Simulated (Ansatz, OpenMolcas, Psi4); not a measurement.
C2H5AlO (SMILES [CH3][Al]1[CH2][O]1): methods side by side

C2H5AlO: 9 atoms, total charge 0, spin state singlet. SMILES: `[CH3][Al]1[CH2][O]1`. The coordinates come from a PBE0-D4/def2-TZVP relaxation.

| atom | x (Å) | y (Å) | z (Å) |
| --- | --- | --- | --- |
| C | -0.6709 | 1.3202 | -1.0815 |
| Al | 0.0513 | -0.0767 | 0.0442 |
| C | 0.6787 | -1.2802 | 1.3493 |
| O | 0.7893 | -1.6095 | -0.0979 |
| H | 0.0397 | 1.5750 | -1.8721 |
| H | -0.9002 | 2.2260 | -0.5175 |
| H | -1.5912 | 0.9768 | -1.5621 |
| H | 0.0385 | -1.9805 | 1.8877 |
| H | 1.6532 | -1.1974 | 1.8328 |

Quantity: the energy change with the C1–H6 bond stretched from 1.091 to 1.637 Å, in eV. The values are calculated.

```
                                             level                   kind     program  value (eV)
   SVWN5/6-31G* (spherical functions) (restricted)                    LDA        Psi4        1.93
     PBE/6-31G* (spherical functions) (restricted)                    GGA        Psi4        1.92
  revPBE/6-31G* (spherical functions) (restricted)                    GGA  OpenMolcas        1.90
   BHLYP/6-31G* (spherical functions) (restricted)          global hybrid      Ansatz        2.20
    PBE0/6-31G* (spherical functions) (restricted)          global hybrid      Ansatz        2.08
  B2PLYP/6-31G* (spherical functions) (restricted)          double hybrid      Ansatz        2.07
RPA@PBE0/6-31G* (spherical functions) (restricted)                    RPA      Ansatz        2.00
 BCCD(T)/6-31G* (spherical functions) (restricted)  coupled cluster or CI      Ansatz        1.94
```

The first shape isn't each level's own minimum. The values span 1.90 to 2.20 eV.

Stretching this methyl C–H bond costs nearly the same energy with the three semilocal functionals, 1.90 to 1.93 eV, and BCCD(T) gives 1.94 eV. The global hybrids lie higher: PBE0 gives 2.08 eV against 1.92 eV for PBE, and BHLYP, with its larger share of exact exchange, reaches 2.20 eV. As the bond lengthens, the bonding and antibonding σ orbitals approach each other and left-right correlation grows, which semilocal exchange probably mimics in part and exact exchange in a restricted determinant does not. B2PLYP breaks a simple ordering by exact-exchange fraction: it contains more than PBE0 yet gives 2.07 eV, consistent with its perturbative correlation offsetting the added exchange. RPA on PBE0 orbitals falls between PBE0 and coupled cluster.

The closeness of LDA and the GGAs to BCCD(T) holds for this one displacement in a small basis and may owe something to error cancellation. Because the bond is only partly broken, the values are not C–H dissociation energies.
